Why does a ruthenium surface hold extra states near the Fermi level?

The question

How far into a metal does its surface make itself felt in the states that lie just below the Fermi level? In this thin ruthenium slab, an atom in an outer plane holds about one and a half times as many of these states as an atom inside. The excess is confined to a single plane, so it ends about 2 Å below the surface. Both facts can be traced to the neighbours that a surface atom lacks, though their number alone doesn't give the size of the excess.

Shares of states on the atomic planes of a clean seven-plane Ru(0001) slab, calculated with Ansatz 0.2.0 using PBE density functional theory without spin polarization. The plane-wave cutoff is 420 eV, the k mesh 21 × 21 × 1 and the Gaussian smearing 0.1 eV. The energy window runs from 0.25 eV below the Fermi level up to it, with every state counted as full.

```
row  plane share  plane formula  plane height (Å)
  1        0.203             Ru           -12.845
  2        0.125             Ru           -10.704
  3        0.122             Ru            -8.563
  4        0.117             Ru            -6.395
  5        0.122             Ru            -4.223
  6        0.124             Ru            -2.074
  7        0.188             Ru             0.000
```

The plane share is the fraction of the states in the energy window that sits on one atomic plane, and the plane height is measured from the top plane. If all seven planes were alike, each would hold one seventh, or 0.143. The top plane holds 0.188, while the five inner planes average 0.122. In this window the second plane from either surface is already like the rest of the interior, so there is a step and not a gradual decay.

Fewer neighbours, narrower band

An atom inside close-packed ruthenium has twelve nearest neighbours, and one in the surface plane has nine. The d states of an atom spread into a band because electrons can hop to neighbouring atoms. Let z be the number of neighbours and t the strength of one hop. The mean square spread of the band about its centre is then a sum of equal terms, one for each neighbour, and the band width W follows as its root:

W ∝ √(z t²) = t √z

The number of d states per atom doesn't change, so a narrower band must hold more of them per unit of energy, in proportion to 1/√z. For a surface atom against an inner one this gives

√(12/9) = 1.155

With two surface planes and five inner ones, the expected share of a surface plane is

1.155 / (2 × 1.155 + 5) = 0.158

This estimate has no adjusted parameter. It puts the excess in the right planes and explains why it ends so abruptly, since atoms in the second plane already have all twelve neighbours. It yields only a third or less of the computed excess over an even share. The printed output after the text compares this neighbour-count model with all seven planes.

The interior has a valley

One reason why the model falls short is that it treats the band as a flat block that is merely squeezed. The same calculation, sorted into other energy windows, shows that the interior is far from flat. An inner plane holds on average 1.39 states per eV between 2 and 1 eV below the Fermi level, but only 0.89 in the window of the table. Between 1 and 1.5 eV above the Fermi level it holds 1.78. The Fermi level thus lies in a valley of the inner density of states.

The peaks and valleys of a d band arise because electrons can leave an atom and return to it along many closed paths, whose waves interfere. A surface atom has lost a good part of these paths, so the valley can be expected to be partly filled there. The numbers agree with this explanation but don't prove it, since they don't separate d states from the others. Density that spills into the vacuum is probably counted with the outer planes too, and may add to their excess.

The valley changes how the share should be read. The top plane's surplus over an inner plane is 0.41 states per eV in the deep window and 0.48 in the window of the table, which is nearly the same. Measured against the interior, however, it grows from about 30% to 54%. The rise comes largely from the inner planes, which have little to offer near the Fermi level. Yet even the 30% is about twice what the neighbour count gives, so the valley isn't the whole reason for the model's shortfall.

Where the extra states come from

A narrower band gains states in its middle at the expense of its edges. The calculation is in line with this on the upper side: between 1 and 1.5 eV above the Fermi level, the top plane has 0.33 states per eV fewer than an inner one. The bottom plane shows a similar deficit. The inner planes have a peak in this window, however, so part of the deficit may arise because the surface blunts peaks just as it fills valleys. The highest levels were converged only loosely, so the sign of this reversal deserves more trust than its size.

The lower end can be argued from charge. Between 2 eV below the Fermi level and the Fermi level itself, the top plane holds 0.88 more occupied states than an inner plane. Metals screen charge within about one atomic plane, so the top plane must stay nearly neutral. A comparable number of states should therefore be lacking more than 2 eV below the Fermi level, most likely towards the bottom of the band.

Why the two surfaces differ

The bottom plane holds 0.203, more than the top plane, although the stacking of the ideal slab is the same seen from either side. The difference lies in the geometry. The lower planes were held at their bulk positions, whereas the upper ones were allowed to relax, which left the top spacing 3% shorter than the bottom one. Shorter contacts strengthen the hopping, widen the local band and so undo part of the narrowing.

A rough law, in which d hopping falls as the fifth power of distance, makes the top plane's band about 4% wider than the bottom plane's. Its computed share is 7% lower, so the direction and the order of magnitude fit. The bottom plane also has the larger surplus in every window from 2 eV below to 1 eV above the Fermi level. The relaxed top is the better picture of a real surface.

The dip in the middle

The central plane, row 4, has the lowest share, 0.117, but this is no sign of a trend towards the bulk. In the window just below, the same plane holds 0.155, more than any other inner plane, and between 0.25 and 0.5 eV above the Fermi level it holds only 0.089. A slab of seven planes carries a limited set of standing waves, each with its own pattern across the planes, and a narrow window catches few of them. The small differences among the inner planes are nearly the same counted from either surface, as such patterns would be in an almost symmetric slab. They are probably an effect of the slab's thinness.

Is it a surface state?

A high share on the outer plane is what a surface state would produce, so the table taken alone invites that reading. A surface state whose energy hardly depends on the wave vector along the surface would stand out at one energy. The top plane's surplus instead stays between 0.41 and 0.57 states per eV over a range of 3 eV, as expected when a whole band responds to missing neighbours. A surface state whose energy varies strongly with the wave vector could be spread just as widely, however. Whether a true surface state is hidden within this broad surplus remains open, and it would take the same shares sorted by wave vector along the surface to decide.

Output of the analysis:

```
Share of the window on each plane:
  row  computed  band narrowing model  model less computed
    1     0.203                 0.158             -0.04503
    2     0.125                0.1368              0.01181
    3     0.122                0.1368              0.01481
    4     0.117                0.1368              0.01981
    5     0.122                0.1368              0.01481
    6     0.124                0.1368              0.01281
    7     0.188                 0.158             -0.03003
even share of one plane: 0.1429
mean share of the five inner planes: 0.122
top plane over inner mean, computed: 1.541
bottom plane over inner mean, computed: 1.664
surface over inner plane, band narrowing model: 1.155
Surplus over the inner mean in states per eV by energy window:
  row  -2 to -1 eV  -1 to -0.5 eV  -0.5 to -0.25 eV  -0.25 to 0 eV  0 to 0.25 eV  0.25 to 0.5 eV  0.5 to 1 eV  1 to 1.5 eV
    1       0.4801         0.6806            0.6941         0.5907        0.6417           0.509       0.4996      -0.3536
    2      -0.1219       -0.08179          -0.05294        0.02188      0.006684          0.1466       0.1313      0.02467
    3      0.02276        0.08847          -0.06646              0       -0.1277        -0.01876      -0.1232      0.03994
    4       0.1536        0.06111            0.2459       -0.03646        0.1816         -0.3189     -0.02139     -0.06695
    5       0.0887        0.08923          -0.07419              0      -0.09358       -0.002558      -0.1206     -0.01997
    6      -0.1431         -0.157          -0.05229        0.01459         0.033          0.1935       0.1339      0.02232
    7       0.4141         0.4366            0.5022         0.4813        0.5685          0.4979       0.4349      -0.3324
inner mean from -2 to -1 eV, states per eV and plane: 1.392
inner mean from -1 to -0.5 eV, states per eV and plane: 0.9262
inner mean from -0.5 to -0.25 eV, states per eV and plane: 0.7491
inner mean from -0.25 to 0 eV, states per eV and plane: 0.8897
inner mean from 0 to 0.25 eV, states per eV and plane: 0.8431
inner mean from 0.25 to 0.5 eV, states per eV and plane: 1.074
inner mean from 0.5 to 1 eV, states per eV and plane: 1.099
inner mean from 1 to 1.5 eV, states per eV and plane: 1.776
top plane surplus summed from -2 to 0 eV, states: 0.8783
top spacing shorter than bottom spacing, percent: 3.129
top share lower than bottom share, percent: 7.389
rough d-band width of top over bottom plane: 1.042
```
